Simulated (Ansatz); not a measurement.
**A family of molecules: the atomisation energy (no zero-point term)**

One atom is swapped for its congeners: C3H5 `[CH2]C=C`; C2H5Si `C=C[SiH2]`; C2H5Ge `C=[CH][GeH2]`; C2H5Sn `C=[CH][SnH2]`. All are doublets with charge 0.

Shapes, held fixed at every level: PBE0-D4/def2-TZVP. Flexible molecules stand in one conformer, not always the lowest. Programs: Ansatz 0.2.0. Values in eV.

| level | C3H5 | C2H5Si | C2H5Sn |
| --- | --- | --- | --- |
| HF/def2-TZVPP | 25.53 | 22.37 | 19.98 |
| SPW92/def2-TZVPP | 37.71 | 33.19 | 30.95 |
| r2SCAN-D4/def2-TZVPP | 33.56 | 29.66 | 27.27 |
| B3LYP-D4/def2-TZVPP | 33.45 | 29.58 | 27.22 |
| PBE0-D4/def2-TZVPP | 33.62 | 29.58 | 27.23 |
| r2SCAN0-D4/def2-TZVPP | 33.20 | 29.33 | 26.93 |
| B2PLYP/def2-TZVPP | 33.04 | 29.19 | 26.86 |

Task: Estimate the column for C2H5Ge from its neighbours.

Result: The mean of the neighbours at B2PLYP/def2-TZVPP is 28.02 eV, against 28.12 from the run. All rows: HF/def2-TZVPP 21.18; SPW92/def2-TZVPP 32.26; r2SCAN-D4/def2-TZVPP 28.59; B3LYP-D4/def2-TZVPP 28.42; PBE0-D4/def2-TZVPP 28.49; r2SCAN0-D4/def2-TZVPP 28.24; B2PLYP/def2-TZVPP 28.12 eV. At B2PLYP/def2-TZVPP the atomisation energy falls at every step, from 33.04 to 26.86 eV. Every level shows the same order. Spin contamination: C3H5 (⟨S²⟩ up to 0.95), C2H5Si (⟨S²⟩ up to 0.90), C2H5Ge (⟨S²⟩ up to 0.88), C2H5Sn (⟨S²⟩ up to 0.83). Open shells run unrestricted unless RO is named. For atoms past krypton def2 sets carry core potentials with scalar relativity. Relativity is left out for Ge unless named. Correlated rows may include outer-core shells of Ge, Sn, which these sets cover unevenly. Spin-orbit coupling, which grows down the group, is left out (summed over each molecule's free atoms 0.01, 0.03, 0.13, 0.31 eV).

The atomisation energy falls down the group because the heavier atom's valence orbitals are larger and more diffuse and overlap less well with carbon 2p and hydrogen 1s, weakening both the E–C and the E–H bonds. The largest drop, from carbon to silicon, probably also includes the loss of most of the allylic resonance: a heavy-atom radical centre prefers a pyramidal shape and conjugates poorly with the vinyl group. The falling spin contamination fits a more localised unpaired electron, but doesn't prove it.

Germanium lies close to the midpoint of silicon and tin, at 28.12 against 28.02 eV. The slight lean towards silicon is what the poorly screening filled 3d shell would produce, though the margin is too small to establish that cause. Hartree–Fock underbinds for want of correlation and the local density functional overbinds, yet the order survives both, so it doesn't hinge on the treatment of correlation. These totals don't separate the E–C and E–H contributions or give a resonance energy.
